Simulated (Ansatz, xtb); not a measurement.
Relative energy of two isomers of C6H4NOP

Structure X: `N#CC1=PC=C(O)C=C1`, a singlet. Structure Y: `N#CC1=C(O)C=PC=C1`, a singlet. Both are isolated molecules in the gas phase, relaxed with B3LYP-D3(BJ)/def2-SVP; the shapes shown needn't be the lowest conformers.

X (Å):

```xyz
13

C    -2.0146   -1.5702    0.9965
C    -1.4872   -0.5547    0.1367
C    -0.8280    0.5470    0.7183
C    -0.2749    1.5937   -0.0039
C    -0.3189    1.6583   -1.4091
C    -0.9281    0.6641   -2.1838
N    -2.4459   -2.3996    1.6874
O     0.2645    2.7417   -1.9659
P    -1.7083   -0.7689   -1.5950
H    -0.7483    0.5769    1.8086
H     0.2207    2.4134    0.5189
H     0.1858    2.7004   -2.9287
H    -0.9186    0.7910   -3.2735
```

Y (Å):

| atom | x (Å) | y (Å) | z (Å) |
| --- | --- | --- | --- |
| C | -2.9068 | 0.6582 | -0.1166 |
| C | -1.4878 | 0.6080 | -0.2909 |
| C | -0.6495 | 0.2563 | 0.7847 |
| C | 0.7328 | 0.1865 | 0.6916 |
| C | 0.3812 | 0.9091 | -1.8648 |
| C | -0.9883 | 0.9264 | -1.5824 |
| N | -4.0663 | 0.7205 | -0.0525 |
| O | -1.8214 | 1.2575 | -2.5845 |
| P | 1.6531 | 0.5181 | -0.7546 |
| H | -1.1356 | 0.0294 | 1.7378 |
| H | 1.2946 | -0.0968 | 1.5868 |
| H | 0.6584 | 1.1703 | -2.8907 |
| H | -2.7454 | 1.2393 | -2.2852 |

Question: Estimate which is lower in electronic energy at CCSD(T)/def2-SVP + ΔMP2/def2-TZVPP, and by roughly how much.

Answer: CCSD(T)/def2-SVP + ΔMP2/def2-TZVPP gives E(Y) − E(X) = −3.85 kJ/mol, slightly favouring structure Y, which is too small a margin to settle the true order.

How the difference moves with the method:

| level | geometry | E(Y) − E(X) (kJ/mol) | departure from the last row (kJ/mol) | job, with rough time for the two |
| --- | --- | --- | --- | --- |
| GFN2-xTB | GFN2-xTB | +0.28 | +4.12 | optimisation, 0.48 s |
| HF/STO-3G | GFN2-xTB | +6.13 | +9.97 | single point, 2.3 s |
| r2SCAN-D4/def2-SVP | GFN2-xTB | −4.47 | −0.63 | single point, 13 s |
| B3LYP-D3(BJ)/def2-SVP | B3LYP-D3(BJ)/def2-SVP | −4.04 | −0.20 | optimisation, 2.8 min |
| HF/def2-SVP | B3LYP-D3(BJ)/def2-SVP | +0.04 | +3.88 | part of the CCSD(T) run |
| MP2/def2-SVP | B3LYP-D3(BJ)/def2-SVP | −1.20 | +2.65 | part of the CCSD(T) run |
| CCSD(T)/def2-SVP | B3LYP-D3(BJ)/def2-SVP | −1.92 | +1.93 | single point |
| CCSD(T)/def2-SVP + ΔMP2/def2-TZVPP | B3LYP-D3(BJ)/def2-SVP | −3.85 |  | single point, 6 min |

As drawn, both hold the same kinds of bond in the same numbers.

The largest departure from CCSD(T)/def2-SVP + ΔMP2/def2-TZVPP is that of HF/STO-3G, 9.97 kJ/mol. The last row adds to CCSD(T) the change of the MP2 difference between the two basis sets, here −1.93 kJ/mol.

With thermal terms from frequencies at re-optimised GFN2-xTB minima (ideal gas, soft modes damped towards free rotors, one conformer each, 298.15 K, 1 atm): the zero-point term adds −0.26 kJ/mol; ΔH is −4.26 and ΔG −3.90 kJ/mol.

The correlated steps freeze 13 core orbitals. Codes used: Ansatz 0.2.0, xtb 6.7.1; the last row on 2 threads of Intel(R) Xeon(R) Processor @ 2.50GHz (Skylake/Cascade Lake) on a shared host.

Both isomers are phosphinines with the hydroxyl group β to phosphorus, so the comparison is really about where the nitrile sits: α to phosphorus and para to OH in X, γ to phosphorus and ortho to OH in Y. The near-degeneracy probably reflects compensation. In Y the O–H bond points towards the nitrile, an attractive but strongly bent contact with the C≡N π system rather than a linear hydrogen bond to the nitrogen lone pair. In X the nitrile avoids ortho crowding and can withdraw charge from the carbon next to electropositive phosphorus.

Hartree–Fock in def2-SVP puts the two level at +0.04 kJ/mol, and the slight preference for Y emerges with correlation and grows with the basis. That growth argues against basis-set superposition error as the source of Y's advantage, since such error would normally favour the compact ortho arrangement most in the smaller basis. Rotating the hydroxyl group in Y away from the nitrile would help separate the contact from the intrinsic positional preference.
